**Q:** I am calculating Hf₂N on finer and finer k meshes with the atoms held still. I had hoped to see the energy creep towards its final value. Instead it comes out too high, then too low, then too high again. Is something broken?

Ansatz 0.2.0, r2SCAN with PAW and a 500 eV cutoff: Hf₂N (P4₂/mnm, 6 atoms per cell), fixed atoms and cell, no spin polarisation, Gaussian smearing of 0.1 eV, Γ-centred k meshes. The reference is the 12x12x18 mesh. Energies are taken at zero smearing; pressure is positive in compression and corrected for the finite cutoff.

| k mesh | energy less reference (meV per atom) | pressure less reference (GPa) | largest force change (eV/Å) | pressure (GPa) |
| --- | --- | --- | --- | --- |
| 1x1x1 | 698.3 | 11.471 | 0.403 | 12.925 |
| 1x1x2 | 16.7 | 2.748 | 0.709 | 4.202 |
| 2x2x4 | -16.1 | -0.224 | 0.070 | 1.230 |
| 4x4x4 | 12.1 | 0.110 | 0.129 | 1.564 |
| 4x4x6 | -3.0 | -0.043 | 0.069 | 1.411 |
| 4x4x8 | 4.5 | 0.054 | 0.055 | 1.508 |
| 6x6x10 | -1.0 | 0.016 | 0.003 | 1.470 |
| 6x6x8 | 4.1 | -0.007 | 0.013 | 1.447 |
| 8x8x12 | -0.2 | -0.010 | 0.005 | 1.444 |
| 10x10x14 | 0.3 | 0.000 | 0.010 | 1.454 |
| 10x10x16 | 0.0 | -0.003 | 0.001 | 1.451 |

**A:** No. Nothing makes a k mesh approach the final energy from one side, and in a metal the jumping lasts to fine meshes. In a crystal the electron levels form continuous bands, and each k point stands for one way in which the electron wave changes phase from cell to cell. A mesh replaces the continuous band by a handful of separate levels. The electrons then fill those levels from the bottom, and the result depends on where the levels happen to lie near the Fermi level, the energy at which the filling stops.

**Q:** The first row is wrong by 698 meV per atom, and one more division along c leaves 16.7. Why does so small a change do so much?

**A:** The single point of 1x1x1 puts all cells in phase. Along c the atoms repeat after only 3.24 Å, roughly the distance between neighbours in hafnium metal, so orbitals in successive cells overlap well. For some orbitals the in-phase combination is bonding, for others antibonding, and the mesh sees only that one end of each band. The second point adds the combination in which the sign alternates from cell to cell along c. The table shows the size of the gain; that it comes from bands running along c is the standard argument, as no band-by-band energies are at hand.

**Q:** So 1x1x2 is already a usable mesh for the energy?

**A:** No. Its Fermi level is still 0.98 eV too high, and its force error is 0.709 eV/Å, worse than the 0.403 of 1x1x1. By symmetry the nitrogen atoms feel no force, and the hafnium atoms are pushed only within the plane of the two a edges. In that plane 1x1x2 is as coarse as 1x1x1, so a better force wasn't assured, though from 4x4x4 to 4x4x8 more points along c alone do lower the force error. Why it became worse the numbers don't tell. The small energy error of this row is best read as large errors that happen to cancel.

**Q:** Then take decent meshes. 6x6x8 gives an energy 4.1 meV per atom too high, while 6x6x10 is 1.0 too low. What decides the sign?

**A:** Think of open and closed shells in an atom. Suppose that levels which should be spread evenly around the Fermi level are all gathered at it. The half that should have lain below, and that holds the electrons, has been lifted, so the energy is too high. If the mesh leaves a thin place at the Fermi level instead, the filled levels have moved down and the energy is too low.

**Q:** Can you see that in the calculation, or is it only a picture?

**A:** There is a trace of it. The smearing term, an entropy-like energy that comes from partly filled levels, grows with the number of levels close to the Fermi level. Compared with the reference mesh it is 4.2 meV per cell too large in 6x6x8 and 2.5 too small in 6x6x10, as the picture wants. The term's own share in the energy error of 6x6x8 is only about 0.35 meV per atom, so the match in sign isn't mere bookkeeping.

Seven rows have a smearing term that is off by more than the scatter among the three densest meshes. In six of them it is off in the same direction as the energy. The exception is 2x2x4, which has too many levels at the Fermi level and yet an energy 16.1 meV per atom too low. My guess is that so coarse a mesh still averages the deeper, filled part of the bands badly, which the shell picture leaves out. Six out of seven lends the picture some support but doesn't prove it, and 1x1x1 and 1x1x2 count for little among the six, since they must average the deeper bands badly too.

**Q:** When should the jumping stop?

**A:** It should fade as the smearing width comes to cover many different levels, because then it matters less where any one of them lies. The number can be estimated without adjusting anything. Let $w$ be the smearing width, 0.1 eV, and $D$ the number of electron states per eV and cell at the Fermi level, both spins counted. If $D$ is nearly constant across the width, the Gaussian smearing term is

$$\frac{D\,w^2}{2}.$$

In the reference run this term is 0.0117 eV per cell, so $D = 2 \times 0.0117/0.1^2 = 2.34$. Each orbital holds two electrons, and a mesh of $N$ points therefore has $N D/2$ orbitals per eV. Up to 16 points are equivalent by symmetry and share the same levels. If every point had 16 equivalents, the number of distinct levels within one width would be

$$n = \frac{N D\,w}{2 \times 16}.$$

For 6x6x8, with $N = 6 \times 6 \times 8 = 288$, this gives $n = 288 \times 2.34 \times 0.1/32 \approx 2.1$.

**Q:** And does that agree with the table?

**A:** As a rough guide, yes. For the meshes up to 4x4x8 the formula gives less than one level within the width, and their energies are off by 3 meV per atom or more. With two to three levels, 6x6x8 is still off by 4.1 and 6x6x10 by 1.0, and from 8x8x12 on, with more than five, the error is at most 0.3. The estimate can't rank single meshes: 4x4x6 has fewer levels than 6x6x8 and still a smaller energy error. It also counts too few levels, because many points have fewer than 16 equivalents: 6x6x8 has 50 distinct points, not 288/16 = 18, and on coarser meshes the shortfall is larger still in proportion. Counted with its 50 points, 6x6x8 already has about 50 × 2.34 × 0.1/2 ≈ 5.9 levels in one width and is still off, so a few levels aren't enough. One width is also too narrow a window for the energy: gathering all levels within one width at the Fermi level would lift it by only $D w^2/2$, or 0.0117 eV per cell, while 6x6x8 is off by about 0.025. The bunching must reach over several widths, or deeper states must add to the error. So take $n$ as a scale for comparing meshes, with thresholds read from this table, not as a true count. The output below gives $n$ for every mesh.

**Q:** I also watch the pressure. In 6x6x8 it is within 0.01 GPa of the reference, so at least the cell must be right.

**A:** That row is the best warning in the table. Its stress along a is 0.33 GPa too low and along c 0.63 too high. The pressure is the mean over the three axes, two of which are a, so the errors nearly cancel: $(-2 \times 0.33 + 0.63)/3 \approx -0.01$. If you let this cell relax, it should keep about the right volume but settle into a slightly wrong shape, too long along c and too short along a.

**Q:** Is that cancellation an accident of this one mesh?

**A:** That it is so complete is an accident; that the errors are opposed seems not to be. They have opposite signs along a and c in every row but 1x1x1, although in 4x4x6 and 4x4x8 the error along a is practically zero. A likely reason lies in the states at the Fermi level. A poor mesh puts some electrons into the wrong ones, for instance into states that bind along a instead of states that bind along c. The number of electrons stays the same, so whatever these states have in common under a change of volume drops out, and what remains is the difference in direction. This is an argument from theory, since the outputs don't split the stress by state.

**Q:** Why don't energy, pressure and force at least become good on the same mesh?

**A:** Force and stress are slopes of the energy (with smearing, strictly of the free energy, which includes the smearing term), taken as an atom moves or the cell is strained. On a given mesh the energy error can happen to be close to zero for the present atoms and cell, and yet change as soon as they move. That change is the error in force and stress. The reverse holds too: 6x6x8 has almost the right pressure and an energy that is still off. Agreement in one quantity therefore can't vouch for the others.

**Q:** The cell is short along c. Should I simply put more points there?

**A:** It helps up to a point. Edge a is 1.64 times as long as edge c, so an even spacing of k points needs about 1.64 times as many divisions along c. 6x6x8 falls short of that and 6x6x10 meets it, and the stress error along c drops from 0.63 to about 0.10 GPa in size. Yet 4x4x8, with the same eight divisions along c as 6x6x8, has a stress error of only 0.16 there. The position of the levels still matters, and going from 4x4x6 to 4x4x8 even makes the energy slightly worse.

**Q:** Which mesh would you use, then?

**A:** It depends on what you need. For energies to about 1 meV per atom, 6x6x10 is just enough in this cell. But 6x6x8, only a little coarser, is off by 4.1, so 8x8x12 is the safer choice. For the shape of the cell I would look at the stress along each axis: at 8x8x12 it is still off by 0.13 GPa along c, although the pressure error is only 0.01. For forces, expect an uncertainty of about 0.01 eV/Å even on dense meshes, since 10x10x14 differs from the reference by that much. The reference is itself a finite mesh, so such small differences don't tell which of the densest meshes is best.

Printed output of the fit:

```
Errors against the reference mesh:
       row  points in full mesh  stress along a (GPa)  stress along c (GPa)  Fermi level (eV)  smearing term (meV per cell)  its share in the energy error (meV per atom)  distinct levels in one smearing width
     1x1x1                    1                  14.6                 5.206             1.222                         139.8                                         11.65                               0.007311
     1x1x2                    2                 8.217                 -8.19            0.9757                         15.33                                         1.277                                0.01462
     2x2x4                   16                -1.218                 1.765           0.01528                         19.52                                         1.627                                  0.117
     4x4x4                   64               -0.3889                  1.11           0.02058                         13.31                                         1.109                                 0.4679
     4x4x6                   96              0.008252               -0.1434           -0.1068                        -0.691                                      -0.05758                                 0.7019
     4x4x8                  128             -0.000394                0.1637          -0.01321                         3.395                                        0.2829                                 0.9358
    6x6x10                  360               0.07258               -0.0957           0.04379                        -2.486                                       -0.2071                                  2.632
     6x6x8                  288               -0.3258                 0.633           0.03518                         4.207                                        0.3506                                  2.106
    8x8x12                  768               -0.0802                0.1304          -0.00503                         0.283                                       0.02358                                  5.615
  10x10x14                 1400              -0.01597               0.03218          -0.00574                         1.618                                        0.1348                                  10.24
  10x10x16                 1600              -0.04143               0.07453           0.00326                        -0.506                                      -0.04217                                   11.7
Density of states at the Fermi level from the reference smearing term (states per eV and cell): 2.34
Smearing term of 1x1x1 over that of the reference: 12.95
Energy change from 1x1x1 to 1x1x2 (meV per atom): -681.6
Force error of 1x1x2 over that of 1x1x1: 1.759
Force error of 4x4x4 over that of 2x2x4: 1.843
Energy change from 4x4x4 to 4x4x6 (meV per atom): -15.1
Energy change from 4x4x6 to 4x4x8 (meV per atom): 7.5
Energy change from 6x6x8 to 6x6x10 (meV per atom): -5.1
Edge a over edge c: 1.639
Scatter of the smearing term in the three densest meshes (meV per cell): 1.618
Rows with a smearing excess or deficit beyond that scatter: 7
Of these, rows where it has the sign of the energy error: 6
Rows with opposite stress errors along a and c: 10
Largest stress error in the three densest meshes (GPa): 0.1304
Force component on Hf in the reference (eV per angstrom): 0.007251
```
